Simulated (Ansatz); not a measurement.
## 4 guesses for TiB₄ and where they end

Computed with DFT PBE, scalar-relativistic, plane waves, PAW in Ansatz 0.2.0. Settings: cutoff 420 eV, Γ-centred meshes spaced at most about 0.3 Å⁻¹, and about 0.25 Å⁻¹ or finer for metals (2π included), Gaussian smearing. No spin polarisation in the final relaxations.

Each guess was relaxed in cell and atoms at zero pressure, within the symmetry of its start. These are static total energies at zero pressure. Coordination counts B atoms around Ti (those within 1.25 times the shortest such distance or 1.15 times the sum of covalent radii; a plus sign parts nearer from farther groups).

```
guess    made from  start group  V start (Å³/atom)  end group  V end (Å³/atom)  coordination at the end  gap on mesh (eV)  E over the lowest end (meV/atom)
    1  random cell       P4/mmm                8.7     P4/mmm              8.5                    Ti 16                 0                               412
    2  random cell        P-6m2                8.7          ?                ?                        ?                 ?                                 ?
    3  random cell         P6mm                9.4     P6/mmm              8.1                    Ti 12                 0                                 0
    4    SnI4 type        P-43m                9.9      P-43m             10.5                     Ti 4                 0                              1479
```

Guess 2 as it starts:

```yaml
crystal:
  lattice:
    - [3.08219, 0.00000, 0.00000]
    - [-1.54110, 2.66926, 0.00000]
    - [0.00000, 0.00000, 5.28166]
  atoms:
    - { symbol: Ti, position: [0.00000, 0.00000, 0.00000] }
    - { symbol: B, position: [0.66667, 0.33333, 0.39281] }
    - { symbol: B, position: [0.66667, 0.33333, 0.60719] }
    - { symbol: B, position: [0.00000, 0.00000, 0.72037] }
    - { symbol: B, position: [0.00000, 0.00000, 0.27963] }
```

Q: Fill in the missing row: what does this guess relax into, and where does it rank?

A: It ends in space group P-6m2 (No. 187), with a = 3.041 Å, c = 5.780 Å, 9.3 Å³/atom and no gap. It lies 0.60 eV/atom over the lowest end, above guess 1 and below guess 4. Counting B atoms around Ti, this end has Ti 2+6 and the lowest (guess 3) has Ti 12. This end and the lowest (guess 3) both hold B–B nets.

```
CELL_PARAMETERS angstrom
3.04128 0.00000 0.00000
-1.52064 2.63383 0.00000
0.00000 0.00000 5.78044
ATOMIC_POSITIONS crystal
Ti 0.00000 0.00000 0.00000
B 0.66667 0.33333 0.30271
B 0.66667 0.33333 0.69729
B 0.00000 0.00000 0.64142
B 0.00000 0.00000 0.35858
```

Formation energies are uncorrected and refer to the elements' standard structures at the same level.

Q: Is the lowest end bound against the elements?

A: Yes: its formation energy is −0.45 eV/atom. A negative formation energy is needed for stability but isn't enough: competing phases decide.

A magnetic state wasn't ruled out in cells without spin, among them P-6m2. Cells relaxed within their symmetry can be saddle points. A lower structure may well exist outside this small set. Some candidate types were left out of the draw beforehand, so a known form may be missing.

The four ends rise in energy in the same order as their volume, but not with falling Ti coordination: guess 1 has the most boron neighbours around Ti and still lies well above guess 3. How boron bonds to itself and where the metal sits therefore matter more than the neighbour count. Boron has too few electrons for ordinary two-centre bonds throughout, and nets let it share them over many centres, with Ti donating charge and mixing its d states with boron p states. In guess 2, Ti sits directly above and below boron atoms of buckled nets. In guess 3 it probably faces the centres of boron rings, as in TiB₂, which would spread the Ti–B bonding more evenly and explain much of the 0.60 eV/atom between two net structures. The SnI₄ type suits halide ligands that need only one electron each, a poor match for boron. The negative formation energy shows binding against the elements, but not resistance to splitting into boron and the very stable TiB₂, the most obvious competitor.
